\section*{L\"uders and von Neumann updates for a degenerate observable}

\subsection*{Statement}

Let $\mathcal H$ be finite-dimensional and let $A=\sum_a aP_a$ be an observable with distinct eigenvalues $a$, eigenspaces $\mathcal H_a$ of dimension $g_a$ and projectors obeying $P_aP_b=\delta_{ab}P_a$, $\sum_aP_a=1$. Fix an orthonormal basis $|ak\rangle$, $k=1,\dots,g_a$, in each $\mathcal H_a$, and write $P_{ak}=|ak\rangle\langle ak|$, so that $P_a=\sum_kP_{ak}$, and $X_{ak,bl}=\langle ak|X|bl\rangle$. When the outcome is not used for selection, the L\"uders update and the von Neumann update of a density operator $\rho$ are
\begin{equation}
\mathcal L\rho=\sum_aP_a\rho P_a,\qquad \mathcal N\rho=\sum_{a,k}P_{ak}\,\rho\,P_{ak}.
\label{maps}
\end{equation}
$\mathcal L$ is fixed by $A$ alone. $\mathcal N$ depends also on the chosen basis: it is the update for a nondegenerate observable of which $A$ is a function, which is how von Neumann (1932) treated degeneracy.

\begin{enumerate}
\item \emph{Characterisation.} $\mathcal L$ belongs to the only measurement of $A$ that leaves every eigenstate of $A$ unchanged. The von Neumann measurement is repeatable, but has this property only if all $g_a=1$.
\item \emph{Matrix elements.} Both maps delete $\rho_{ak,bl}$ for $a\ne b$ and keep $\rho_{ak,ak}$. $\mathcal L$ keeps and $\mathcal N$ deletes $\rho_{ak,al}$ for $k\neq l$.
\item \emph{Statistics of $A$.} $\mathrm{Tr}(P_a\mathcal L\rho)=\mathrm{Tr}(P_a\mathcal N\rho)=\mathrm{Tr}(P_a\rho)\equiv p_a$.
\item \emph{A later observable.} For every Hermitian $B$,
\begin{equation}
\mathrm{Tr}(B\mathcal L\rho)-\mathrm{Tr}(B\mathcal N\rho)=\sum_a\sum_{k\neq l}\rho_{ak,al}\,B_{al,ak}.
\label{diff}
\end{equation}
$\mathcal L$ leaves the mean of $B$ unchanged in all states if and only if $[A,B]=0$; $\mathcal N$ does so if and only if $B$ is diagonal in the basis $|ak\rangle$. For $[A,B]=0$, Eq.~\eqref{diff} is thus the whole disturbance of $B$ caused by $\mathcal N$.
\item \emph{Purity.} With $p_{ak}=\rho_{ak,ak}$,
\begin{equation}
\mathrm{Tr}(\mathcal N\rho)^2=\sum_{a,k}p_{ak}^2,\qquad
\mathrm{Tr}(\mathcal L\rho)^2=\mathrm{Tr}(\mathcal N\rho)^2+\sum_a\sum_{k\ne l}|\rho_{ak,al}|^2 ,
\label{purity}
\end{equation}
and for a pure input
\begin{equation}
\sum_a\frac{p_a^2}{g_a}\;\le\;\mathrm{Tr}(\mathcal N\rho)^2\;\le\;\mathrm{Tr}(\mathcal L\rho)^2=\sum_ap_a^2 .
\label{pure}
\end{equation}
\end{enumerate}

\subsection*{Premises}

(P1) States are positive operators of unit trace. (P2) Born rule: a measurement of $A$ gives $a$ with probability $\mathrm{Tr}(P_a\rho)$. (P3) The state change for outcome $a$ is a linear, completely positive map $\mathcal I_a$, with $\mathrm{Tr}\,\mathcal I_a\rho$ the probability of $a$ and $\mathcal I_a\rho/\mathrm{Tr}\,\mathcal I_a\rho$ the state afterwards. Such a map has the Kraus form $\mathcal I_a\rho=\sum_jM_{aj}\rho M_{aj}^\dagger$, which is taken as known. The update without selection is $\sum_a\mathcal I_a$. Two further properties may or may not hold. The measurement is \emph{repeatable} if $\mathcal I_a\rho=P_a(\mathcal I_a\rho)P_a$, so that an immediate repetition returns $a$ with certainty. It is \emph{ideal} if $\mathcal I_a\rho=\rho$ whenever $\rho=P_a\rho P_a$.

\subsection*{Proof of 1}

\emph{What the Born rule fixes.} By (P2), (P3) and the cyclic property of the trace, $\mathrm{Tr}[(\sum_jM_{aj}^\dagger M_{aj}-P_a)\rho]=0$ for all $\rho$. Density operators span the space of operators, so
\begin{equation}
\sum_jM_{aj}^\dagger M_{aj}=P_a .
\label{kraus}
\end{equation}
For $\phi$ with $P_a\phi=0$ this gives $\sum_j\|M_{aj}\phi\|^2=0$, so every $M_{aj}$ annihilates the complement of $\mathcal H_a$: $M_{aj}=M_{aj}P_a$. Hence
\begin{equation}
\mathcal I_a\rho=\sum_jM_{aj}\,(P_a\rho P_a)\,M_{aj}^\dagger .
\label{factor}
\end{equation}
Every measurement of $A$ is the projection $\rho\to P_a\rho P_a$ followed by a further process that preserves the trace on $\mathcal H_a$. The Born rule does not restrict that process.

\emph{Ideality selects L\"uders.} Let the measurement be ideal, $\phi\in\mathcal H_a$ a unit vector and $\chi\perp\phi$. Then
\begin{equation}
\sum_j|\langle\chi|M_{aj}|\phi\rangle|^2=\langle\chi|\,\mathcal I_a(|\phi\rangle\langle\phi|)\,|\chi\rangle=|\langle\chi|\phi\rangle|^2=0 ,
\end{equation}
so $M_{aj}\phi=c_j(\phi)\phi$: every vector of $\mathcal H_a$ is an eigenvector of $M_{aj}$. For linearly independent $\phi_1,\phi_2$, linearity gives $c_j(\phi_1+\phi_2)(\phi_1+\phi_2)=c_j(\phi_1)\phi_1+c_j(\phi_2)\phi_2$, and comparing coefficients shows that the three numbers are equal. Thus $M_{aj}=c_jP_a$, Eq.~\eqref{kraus} gives $\sum_j|c_j|^2=1$, and $\mathcal I_a\rho=P_a\rho P_a$. Conversely this map is ideal and repeatable because $P_a^2=P_a$. Summing over $a$ gives $\mathcal L$.

\emph{The von Neumann measurement.} Let $A'=\sum_{a,k}a'_{ak}P_{ak}$ with all $a'_{ak}$ distinct, and $f(a'_{ak})=a$, so that $A=f(A')$. Measure $A'$ ideally and record only $f$ of the result. The outcome map is $\mathcal I_a\rho=\sum_kP_{ak}\rho P_{ak}$. Its Kraus operators $P_{ak}$ satisfy Eq.~\eqref{kraus}, so it is a valid measurement of $A$, and $P_aP_{ak}=P_{ak}$ makes it repeatable. If $g_a\geq2$ it sends the pure state $(|a1\rangle+|a2\rangle)/\sqrt2$ to the mixture $(P_{a1}+P_{a2})/2$ and is not ideal. If all $g_a=1$ the two maps coincide. Repeatability alone therefore cannot decide between the rules.

\subsection*{Proof of 2 and 3}

From $P_c|bl\rangle=\delta_{cb}|bl\rangle$ and $P_{cm}|bl\rangle=\delta_{cb}\delta_{ml}|bl\rangle$,
\begin{equation}
(\mathcal LX)_{ak,bl}=\delta_{ab}X_{ak,al},\qquad(\mathcal NX)_{ak,bl}=\delta_{ab}\delta_{kl}X_{ak,ak},
\label{elements}
\end{equation}
for any operator $X$, which is statement 2. Both maps only set matrix elements to zero, and those kept by $\mathcal N$ are among those kept by $\mathcal L$, so
\begin{equation}
\mathcal L^2=\mathcal L,\qquad\mathcal N^2=\mathcal N,\qquad\mathcal N\mathcal L=\mathcal L\mathcal N=\mathcal N .
\end{equation}
$\mathcal N$ is a L\"uders update followed by dephasing in the chosen basis, an instance of Eq.~\eqref{factor}. Since $\mathrm{Tr}(P_aX)=\sum_kX_{ak,ak}$ contains only diagonal elements, which both maps keep, statement 3 follows, and with it the equality of the means of all functions of $A$.

Coherence inside $\mathcal H_a$ is defined relative to a basis. For a given $\rho$ the basis that diagonalises each block $P_a\rho P_a$ gives $\mathcal N\rho=\mathcal L\rho$. The basis is, however, a property of the apparatus and cannot follow the input, so no fixed $\mathcal N$ equals $\mathcal L$ on all states once some $g_a\ge2$.

\subsection*{Proof of 4}

Insert Eq.~\eqref{elements} into $\mathrm{Tr}(BX)=\sum B_{bl,ak}X_{ak,bl}$:
\begin{equation}
\mathrm{Tr}(B\mathcal L\rho)=\sum_a\sum_{k,l}B_{al,ak}\,\rho_{ak,al},\qquad
\mathrm{Tr}(B\mathcal N\rho)=\sum_{a,k}B_{ak,ak}\,\rho_{ak,ak}.
\end{equation}
The difference is Eq.~\eqref{diff}. No commutation property was used; elements of $B$ between different eigenspaces drop out of both expressions. The sum is real, since the terms $(k,l)$ and $(l,k)$ are complex conjugates. It vanishes if $\rho$ or $B$ has no off-diagonal elements within the blocks.

By cyclicity $\mathrm{Tr}(B\mathcal L\rho)=\mathrm{Tr}(\rho\,\mathcal LB)$, and likewise for $\mathcal N$. The mean of $B$ is unchanged for all $\rho$ exactly when $\mathcal LB=B$. If $[A,B]=0$, then $B$ commutes with each $P_a$, which is a polynomial in $A$, and $\mathcal LB=\sum_aP_a^2B=B$. If $\mathcal LB=B$, then $P_cB=P_cBP_c=BP_c$ for all $c$, so $[A,B]=0$. By Eq.~\eqref{elements}, $\mathcal NB=B$ holds exactly when $B$ is diagonal in the basis $|ak\rangle$, a stronger condition.

The whole distribution of $B=\sum_bbQ_b$ follows by putting the projector $Q_b$ in place of $B$. For $[A,B]=0$ all $Q_b$ and $P_a$ commute, and the probabilities of finding first $a$ and then $b$ are
\begin{equation}
p_{\mathcal L}(a,b)=\mathrm{Tr}(Q_bP_a\rho P_a)=\mathrm{Tr}(P_aQ_b\,\rho),\qquad
p_{\mathcal N}(a,b)=\sum_kp_{ak}\,\langle ak|Q_b|ak\rangle .
\label{joint}
\end{equation}
The first is the Born probability of the joint projector $P_aQ_b$ and does not depend on the order of the two L\"uders measurements. The second forgets everything about the input except the numbers $p_{ak}$.

One consequence concerns composite systems. An observable $A\otimes1$ of one part is always degenerate and commutes with every $1\otimes B$, so $\mathcal L$ leaves the statistics of the other part untouched. A rank-one refinement on the joint space, with basis $|a\rangle\otimes|k\rangle$ say, dephases the other part and cannot be carried out on the first part alone.

\subsection*{Proof of 5}

For Hermitian $X$, $\mathrm{Tr}X^2=\sum|X_{ak,bl}|^2$. Applying this to Eq.~\eqref{elements} gives $\mathrm{Tr}(\mathcal L\rho)^2=\sum_a\sum_{k,l}|\rho_{ak,al}|^2$ and $\mathrm{Tr}(\mathcal N\rho)^2=\sum_{a,k}p_{ak}^2$, which is Eq.~\eqref{purity}. For $\rho=|\psi\rangle\langle\psi|$ define $|\psi_a\rangle=P_a|\psi\rangle/\sqrt{p_a}$ for $p_a>0$. These vectors are normalised, because $\langle\psi|P_a^2|\psi\rangle=p_a$, and mutually orthogonal, because $P_aP_b=0$ for $a\ne b$. Therefore
\begin{equation}
\mathcal L\rho=\sum_ap_a|\psi_a\rangle\langle\psi_a|
\end{equation}
is a spectral decomposition with eigenvalues $p_a$, and the purity is $\sum_ap_a^2$. After selection of outcome $a$ the L\"uders state $|\psi_a\rangle$ is pure, while the von Neumann state has eigenvalues $q_{k|a}=p_{ak}/p_a$. The Cauchy--Schwarz inequality $p_a^2=(\sum_kp_{ak})^2\le g_a\sum_kp_{ak}^2$ gives the lower bound in Eq.~\eqref{pure}, reached when all $q_{k|a}=1/g_a$. The upper bound is reached when each $\psi_a$ is a basis vector up to a phase. For a mixed input $\mathrm{Tr}(P_a\rho P_a)^2\le p_a^2$, and $\sum_ap_a^2$ is only an upper bound on the L\"uders purity.

The entropy $S=-\mathrm{Tr}\,\rho\ln\rho$ of the outputs of a pure input follows from the same eigenvalues. With $\ln p_{ak}=\ln p_a+\ln q_{k|a}$,
\begin{equation}
S(\mathcal L\rho)=-\sum_ap_a\ln p_a,\qquad S(\mathcal N\rho)=S(\mathcal L\rho)-\sum_ap_a\sum_kq_{k|a}\ln q_{k|a}\ \ge\ S(\mathcal L\rho).
\end{equation}

\subsection*{Which apparatus realises which rule}

Couple the system to a pointer with coordinate $x$, momentum $\hat p$ and initial wave function $\chi(x)=(2\pi\sigma^2)^{-1/4}e^{-x^2/4\sigma^2}$ through $U=\exp(-i\lambda A\otimes\hat p/\hbar)$. On $\mathcal H_a$, $U$ translates the pointer by $\lambda a$, so $|\psi\rangle\chi(x)\to\sum_aP_a|\psi\rangle\chi(x-\lambda a)$. Tracing out the pointer gives $\rho\to\sum_{a,b}\gamma_{ab}P_a\rho P_b$ with $\gamma_{ab}=\int\chi(x-\lambda a)\chi(x-\lambda b)\,dx$. The identity $(x-\lambda a)^2+(x-\lambda b)^2=2(x-\bar x)^2+\lambda^2(a-b)^2/2$, with $\bar x=\lambda(a+b)/2$, leaves a normalised Gaussian integral, and
\begin{equation}
\gamma_{ab}=\exp\!\left[-\frac{(a-b)^2}{8\delta^2}\right],\qquad\delta=\frac{\sigma}{\lambda},
\label{gamma}
\end{equation}
where $\delta$ is the standard deviation of the reading $x/\lambda$. Since $\gamma_{aa}=1$, the blocks $P_a\rho P_a$ survive for any $\delta$, and for $\delta\ll|a-b|$ the map tends to $\mathcal L$. The same apparatus coupled to the refined $A'$, with all its eigenvalues resolved, gives $\mathcal N$. Which rule applies is a question about the operator to which the apparatus couples.

\subsection*{Hydrogen with $n=1$ and $n=2$}

Take the nonrelativistic Coulomb Hamiltonian $H$ with a fixed nucleus and no spin. Energies are $E_n=-E_{\rm h}/2n^2$ and lengths are in bohr, $a_0$. The five states $1s$, $2s$, $2p_0$, $2p_{\pm1}$ span a space invariant under $H$, with $g_1=1$, $g_2=4$; for inputs in this space all other energies have probability zero and the finite-dimensional results apply. The phase convention is
\begin{equation}
R_{10}=2e^{-r},\quad R_{20}=\frac{1}{\sqrt2}\Big(1-\frac r2\Big)e^{-r/2},\quad R_{21}=\frac{r\,e^{-r/2}}{2\sqrt6},\quad Y_{10}=\sqrt{\frac{3}{4\pi}}\cos\theta .
\end{equation}
The angular integral of $Y_{00}\cos\theta\,Y_{10}$ is $1/\sqrt3$, and $\int_0^\infty r^ne^{-\beta r}dr=n!/\beta^{n+1}$ gives for the electron coordinate $z=r\cos\theta$
\begin{align}
\langle2s|z|2p_0\rangle&=\frac1{\sqrt3}\,\frac{4!-5!/2}{4\sqrt3}=-3,\\
\langle1s|z|2p_0\rangle&=\frac1{\sqrt3}\,\frac{4!}{\sqrt6}\Big(\frac23\Big)^5=\frac{128\sqrt2}{243}=0.7449 .
\end{align}
The diagonal elements and $\langle1s|z|2s\rangle$ vanish by parity, and $z$ conserves $m$. The states $|\pm\rangle=(|2s\rangle\mp|2p_0\rangle)/\sqrt2$ diagonalise $z$ in the $n=2$, $m=0$ space with $\langle\pm|z|\pm\rangle=\pm3$; they are the parabolic states. Two refinements are compared: $\mathcal N_{\rm sph}$ with $n=2$ basis $\{2s,2p_0,2p_{\pm1}\}$, and $\mathcal N_{\rm par}$ with $\{+,-,2p_{\pm1}\}$. Two later tests commute with $H$, being projectors within the $n=2$ eigenspace: $\Pi_p=\sum_m|2p_m\rangle\langle2p_m|$ and $Q_+=|+\rangle\langle+|$. All outputs commute with $H$, so the delay before the test does not matter in this model.

For $|\psi\rangle=c_1|1s\rangle+c_2|2s\rangle+c_3|2p_0\rangle$ and $p_2=|c_2|^2+|c_3|^2$, statement 4 gives
\begin{align}
\langle Q_+\rangle_{\mathcal L}&=|\langle+|\psi\rangle|^2=\tfrac12p_2-\mathrm{Re}(c_2^*c_3),&\langle Q_+\rangle_{\rm sph}&=\tfrac12p_2,\\
\langle\Pi_p\rangle_{\mathcal L}&=|c_3|^2,&\langle\Pi_p\rangle_{\rm par}&=\tfrac12p_2,\\
\langle z\rangle_{\mathcal L}&=-6\,\mathrm{Re}(c_2^*c_3),&\langle z\rangle_{\rm sph}&=0,
\end{align}
because $Q_+$ has diagonal elements $1/2$ on $2s$ and $2p_0$, and $\Pi_p$ has diagonal elements $1/2$ on $|\pm\rangle$. Each refinement agrees with $\mathcal L$ on operators whose $n=2$ block is diagonal in its own basis: $\Pi_p$ for $\mathcal N_{\rm sph}$, and $Q_+$ and $z$ for $\mathcal N_{\rm par}$. The coordinate $z$ does not commute with $H$, and its input mean has the extra term $2\,\mathrm{Re}(c_1^*c_3)\langle1s|z|2p_0\rangle$, which all three maps remove.

\subsection*{Range of validity}

Statements 1 to 5 are exact under (P1) to (P3) for sharp measurements of a discrete observable. Eqs.~\eqref{diff} to \eqref{pure} carry over to countable spectra with trace-class $\rho$ and bounded $B$, the terms with infinite $g_a$ dropping out of the lower bound. A continuous spectrum has no rank-one eigenprojectors, and only a L\"uders update for intervals exists there. Ideality is an assumption about the apparatus. Detection of Lyman-$\alpha$ fluorescence leaves the atom in $1s$, and ionisation removes the bound state; neither is repeatable, and neither rule describes them.

In hydrogen the finite proton mass changes energies and lengths by the fraction $m_e/m_p\approx5\times10^{-4}$ and keeps the degeneracy. Three effects act inside the $n=2$ shell. The lowest-order fine structure puts $2p_{3/2}$ above $2p_{1/2}$ by $\alpha^2E_{\rm h}/32=45\ \mu$eV, or 11 GHz. The Lamb shift, taken as an input of approximately 1.06 GHz ($4.4\ \mu$eV), puts $2s_{1/2}$ above $2p_{1/2}$, so $2p_{3/2}$ lies 9.9 GHz above $2s_{1/2}$. The electric-dipole rate $\Gamma=4\alpha\omega^3|\langle1s|z|2p_0\rangle|^2/3c^2$, with $\hbar\omega=E_2-E_1=10.2$ eV and the matrix element in ordinary length units, is $6.3\times10^8$ s$^{-1}$, a $2p$ lifetime of 1.6 ns and a width $\hbar\Gamma=0.41\ \mu$eV.

A pointer coupled to the split Hamiltonian acts through Eq.~\eqref{gamma}. For an illustrative $\delta=10$ meV the exponent is $1.3\times10^5$ for the $n=1$ to $n=2$ coherence and at most $3\times10^{-6}$ inside the shell: the update is $\mathcal L$ for the quantum number $n$, for any $\delta$ well between $45\ \mu$eV and 10.2 eV. For $\delta$ well below $4.4\ \mu$eV the levels $2s_{1/2}$, $2p_{1/2}$, $2p_{3/2}$ are resolved. The update is then $\mathcal L$ for the split Hamiltonian, and since these levels have definite parity it gives $\langle z\rangle=0$, as $\mathcal N_{\rm sph}$ does. This regime is narrow, because the Lamb interval is only about 11 times the $2p$ width.

The splittings also make the retained coherence evolve. For electron spin up, $2p_0$ has weight $2/3$ in $j=3/2$ and $1/3$ in $j=1/2$ (squared Clebsch--Gordan coefficients). Within the shell $z$ maps $2s\!\uparrow$ onto $2p_0\!\uparrow$, so the $2s$--$2p_0$ term is multiplied by the survival amplitude of $2p_0\!\uparrow$ with energies counted from $2s_{1/2}$, whose modulus decays in addition as $e^{-\Gamma t/2}$. For real $c_2c_3$,
\begin{equation}
\frac{\langle z\rangle_{\mathcal L}(t)}{\langle z\rangle_{\mathcal L}(0)}=e^{-\Gamma t/2}\Big[\tfrac23\cos(2\pi\nu_{3/2}t)+\tfrac13\cos(2\pi\nu_{1/2}t)\Big],
\label{ft}
\end{equation}
with $\nu_{3/2}=9.9$ GHz and $\nu_{1/2}=1.06$ GHz. The ratio is 0.998 at 1 ps and 0.97 at 5 ps, and first vanishes at 33 ps. Hyperfine structure, approximately 0.18 GHz in $2s$ and smaller in $2p$, contributes a phase of order 0.04 rad over that time and is neglected. The degenerate model holds when the measurement and the later test are both completed within a few picoseconds.

\subsection*{Numerical illustration}

Take the illustrative amplitudes $c_1=\sqrt{0.3}$, $c_2=\sqrt{0.5}$, $c_3=-\sqrt{0.2}$ at the instant before the measurement. Then $p_1=0.3$, $p_2=0.7$, $c_2c_3=-0.3162$, $c_1c_3=-0.2449$, and $\langle H\rangle=-(0.3/2+0.7/8)E_{\rm h}=-0.2375\,E_{\rm h}=-6.46$ eV for the input and all three outputs. The parabolic weights are $0.35+0.3162=0.6662$ for $|+\rangle$ and $0.0338$ for $|-\rangle$, and $\rho_{+-}=(0.5-0.2)/2=0.15$. The $1s$--$2p_0$ term in the input mean of $z$ is $-0.365$.

\begin{center}
\begin{tabular}{lcccc}
\hline
 & input & $\mathcal L$ & $\mathcal N_{\rm sph}$ & $\mathcal N_{\rm par}$\\
\hline
$\langle\Pi_p\rangle$ & 0.200 & 0.200 & 0.200 & 0.350\\
$\langle Q_+\rangle$ & 0.666 & 0.666 & 0.350 & 0.666\\
$\langle z\rangle/a_0$ & 1.532 & 1.897 & 0.000 & 1.897\\
purity & 1 & 0.580 & 0.380 & 0.535\\
entropy $S$ & 0 & 0.611 & 1.030 & 0.746\\
\hline
\end{tabular}
\end{center}

The L\"uders purity is $0.3^2+0.7^2$. It exceeds the von Neumann values by $2(c_2c_3)^2=0.200$ and $2\rho_{+-}^2=0.045$, as Eq.~\eqref{purity} requires, and the lower bound in Eq.~\eqref{pure} is $0.09+0.49/4=0.2125$. Only $\mathcal L$ preserves both commuting tests; each refinement spoils the test that is off-diagonal in its basis. After selection of $n=2$, Eq.~\eqref{joint} gives the state $|+\rangle$ with probability 0.952 under $\mathcal L$ and 0.500 under $\mathcal N_{\rm sph}$.

The model's dipole moment after the L\"uders update is $-e\langle z\rangle=-1.897\,ea_0=-4.82$ D, against zero for $\mathcal N_{\rm sph}$. In the degenerate model this moment is permanent. In a real field-free atom it is a transient: by Eq.~\eqref{ft} the model's value holds to about 3 per cent for 5 ps, changes sign near 33 ps and averages to zero at long times, so beyond the picosecond window the degenerate model overstates the time-averaged moment by its whole size.